### Wurtzite CdS: why do the levels next to the gap move so unevenly away from Γ?

**Question**

I have these PBE levels for CdS at several points of the k mesh. Points a, b and c are the components of the wave vector along the three reciprocal cell vectors, so 0 0 0 is Γ. "Level under 1" is the highest filled level, "level over 1" the lowest empty one, and the zero is the valence top.

Kohn–Sham levels of wurtzite CdS (4-atom cell, geometry as given) from ABINIT 10.8.3 with PBE, without spin polarisation or spin–orbit coupling. The runs use PseudoDojo NC SR PBE v0.4.1 standard pseudopotentials, a 1278.94 eV wave cutoff, a 5×5×3 k mesh and Fermi–Dirac smearing of 0.05 eV. Levels are numbered outward from the gap, with the zero at the valence top.

| point a (reciprocal cell vector) | point b (reciprocal cell vector) | point c (reciprocal cell vector) | level under 4 (eV) | level under 3 (eV) | level under 2 (eV) | level under 1 (eV) | level over 1 (eV) | level over 2 (eV) |
| --- | --- | --- | --- | --- | --- | --- | --- | --- |
| 0.0000 | 0.0000 | 0.0000 | -0.755 | -0.043 | 0.000 | 0.000 | 1.194 | 2.790 |
| 0.4000 | 0.2000 | 0.0000 | -2.739 | -2.140 | -1.486 | -1.305 | 4.484 | 4.879 |
| 0.0000 | 0.0000 | 0.3333 | -0.576 | -0.576 | -0.199 | -0.199 | 2.421 | 2.896 |
| 0.2000 | 0.0000 | 0.3333 | -1.578 | -0.958 | -0.723 | -0.500 | 3.220 | 3.915 |
| 0.4000 | 0.0000 | 0.3333 | -1.908 | -1.499 | -0.998 | -0.956 | 3.299 | 3.941 |
| 0.2000 | 0.2000 | 0.3333 | -1.835 | -1.806 | -1.222 | -0.856 | 3.847 | 4.611 |
| 0.4000 | 0.2000 | 0.3333 | -2.396 | -1.720 | -1.502 | -1.090 | 4.018 | 4.609 |

The gap is smallest at Γ, but I don't see the rule for the rest. Along c the empty level shoots up while the top filled pair hardly moves. Further out, the empty level is lower at 0.4 0 0.333 than at 0.2 0.2 0.333, which is nearer the c axis. And on going from 0.4 0.2 0 to 0.4 0.2 0.333 the gap shrinks, although the second point is further from Γ. What decides all this?

**Answer**

Start from what the levels are made of. In CdS the lowest empty level at Γ is mainly Cd 5s with some S 3s, and the highest filled levels are mainly S 3p. At Γ every cell carries the same phase, and in these levels the two layers of a cell match as well, so each Cd atom sees the positive lobes of the sulfur p orbitals on one side and the negative lobes on the other. Its overlaps with them almost cancel, and s and p stay nearly unmixed.

Away from Γ the phase changes from cell to cell and the cancellation is lost. The s-like level then mixes with p-like levels and they repel each other, which pushes the empty one up and the filled ones that take part down. Sulfur p orbitals also couple with one another, so a filled level that symmetry keeps apart from s can still fall. Both effects favour a direct gap at Γ in such a crystal. In the table the empty level supplies between 69 and 86 % of the widening at the six other points, so the gap opens mostly from above.

**Along c, symmetry picks out one p orbital.** A wave running along c can mix s only with the p orbital that points along c, called $p_z$. For $p_x$ and $p_y$ the overlaps still cancel around the axis. The empty level should therefore rise steeply and the $p_z$ level should sink, while the $p_x,p_y$ pair should stay near the top.

The filled levels behave in this way. At Γ there is a pair at zero and a single level, the $p_z$ one, just below it. At 0 0 0.333 the four listed filled levels form two pairs. The columns rank levels by energy, so the single level must now lie beneath both pairs. It has fallen by at least 0.53 eV, against 0.20 eV for the top pair.

The order of these levels at Γ itself is less secure, because only 0.043 eV separates the pair from the single level. Spin–orbit coupling, absent here, splits the pair by a comparable amount, and the atoms still feel small forces along c. The much larger difference in their fall along c is safer.

**The slow pair can be estimated from the levels at Γ alone.** The cell holds two Cd–S layers, spaced $c/2$ apart, where $c$ is the cell height. The screw axis makes them equivalent, so the coupling $t$ from a layer to the one above equals that to the one below. If only neighbouring layers couple, a wave vector $k$ along c gives two partner levels about a mean $e_0$:

$$E = e_0 \pm 2t\cos(kc/2).$$

At Γ the cosine is 1. At 0 0 0.333 the angle $kc/2$ is 60° and the cosine is one half, so the separation of the partners should halve while their mean stays put. Symmetry suggests that the level at −0.755 eV at Γ belongs to the partner pair. Half of 0.755 eV is 0.378 eV, and the calculation gives 0.377 eV at the axis point, whose levels did not enter the estimate. The mean moves by only 0.01 eV. For this pair, weak coupling between neighbouring layers is nearly the whole story at this point.

The same formula fails for the two lowest empty levels. Theory expects these to be partners too. They lie 1.596 eV apart at Γ, so the lower one should rise by a quarter of that, 0.40 eV. It rises by 1.23 eV, three times as much. The formula lets the layers couple but keeps the orbital itself unchanged, whereas the s-like level takes in more $p_z$ character as it leaves Γ. That is where theory places the additional rise; the energies alone do not separate it from coupling between more distant layers.

**Off the axis, distance from Γ stops being a good guide for the empty level.** Compare the points whose c component is 0.333. The top filled level falls steadily with distance from the axis, but the lowest empty level does not rise steadily. From 0.2 0 0.333 to 0.4 0 0.333 it gains a mere 0.08 eV, and there it lies 0.55 eV below its value at 0.2 0.2 0.333.

The likely reason is a second valley, a local dip of the empty band, though these few points do not show the dip itself. Wurtzite and zinc blende have the same tetrahedral bonds and differ in how the layers are stacked. Zinc blende has special points, L and X, where the lowest empty band tends to dip. Translated into the wurtzite cell, those that lie off the stacking axis fall at 0.5 0 0.333. The point 0.4 0 0.333 is four fifths of the way there from the axis, so it would show the approach to the valley and not its floor.

This may also explain much of your last puzzle. Both 0.4 0.2 0 and 0.4 0.2 0.333 lie on the side face of the Brillouin zone, and the second is closer to that valley. The empty level drops by 0.47 eV between them, which accounts for about two thirds of the 0.68 eV narrowing; the filled level rises by the rest. That the valley causes the drop is my guess, since two points do not trace a band.

For a related crystal such as wurtzite CdSe, first ask which p orbitals the s-like level can mix with in the chosen direction, then whether a side valley lies ahead. In practice, extra electrons in CdS settle at Γ, where the strongly curved empty band makes them light, while holes in the top pair are heavier along c. Don't take the gap of 1.19 eV as the absorption edge: PBE makes it much too small, the measured value being roughly 2.5 eV as I recall it. The differences and the layer estimate are worked out in the output below.

Output of the analysis:

```
Gap at each point and its two parts:
  row  distance from c axis (reciprocal vectors)  direct gap (eV)  rise of lowest empty level from Gamma (eV)  fall of top filled level from Gamma (eV)
  0.0                                          0            1.194                                           0                                         0
  0.4                                     0.5292            5.789                                        3.29                                     1.305
  0.0                                          0             2.62                                       1.227                                     0.199
  0.2                                        0.2             3.72                                       2.026                                       0.5
  0.4                                        0.4            4.255                                       2.105                                     0.956
  0.2                                     0.3464            4.703                                       2.653                                     0.856
  0.4                                     0.5292            5.108                                       2.824                                      1.09
Smallest share of the empty level in the widening, away from Gamma (%): 68.77
Largest share of the empty level in the widening, away from Gamma (%): 86.04
Top pair above singlet at Gamma (eV): 0.043
Filled px,py partners, separation at Gamma (eV): 0.755
Filled partners, separation expected at the axis point (eV): 0.3776
Filled partners, separation computed at the axis point (eV): 0.377
Filled partners, shift of their mean from Gamma to the axis point (eV): -0.01
Two lowest empty levels, separation at Gamma (eV): 1.596
Empty levels, separation expected at the axis point (eV): 0.7981
Empty levels, separation computed at the axis point (eV): 0.475
Empty levels, shift of their mean from Gamma to the axis point (eV): 0.6665
Fall of the top pair from Gamma to the axis point (eV): 0.199
Least possible fall of the singlet over the same step (eV): 0.533
Least ratio of singlet fall to pair fall: 2.678
Lowest empty level, point 0.4 0 1/3 less point 0.2 0 1/3 (eV): 0.079
Lowest empty level, point 0.4 0 1/3 less point 0.2 0.2 1/3 (eV): -0.548
Side face, change of lowest empty level when c component goes from 0 to 1/3 (eV): -0.466
Side face, change of top filled level over the same step (eV): 0.215
Side face, change of direct gap over the same step (eV): -0.681
```
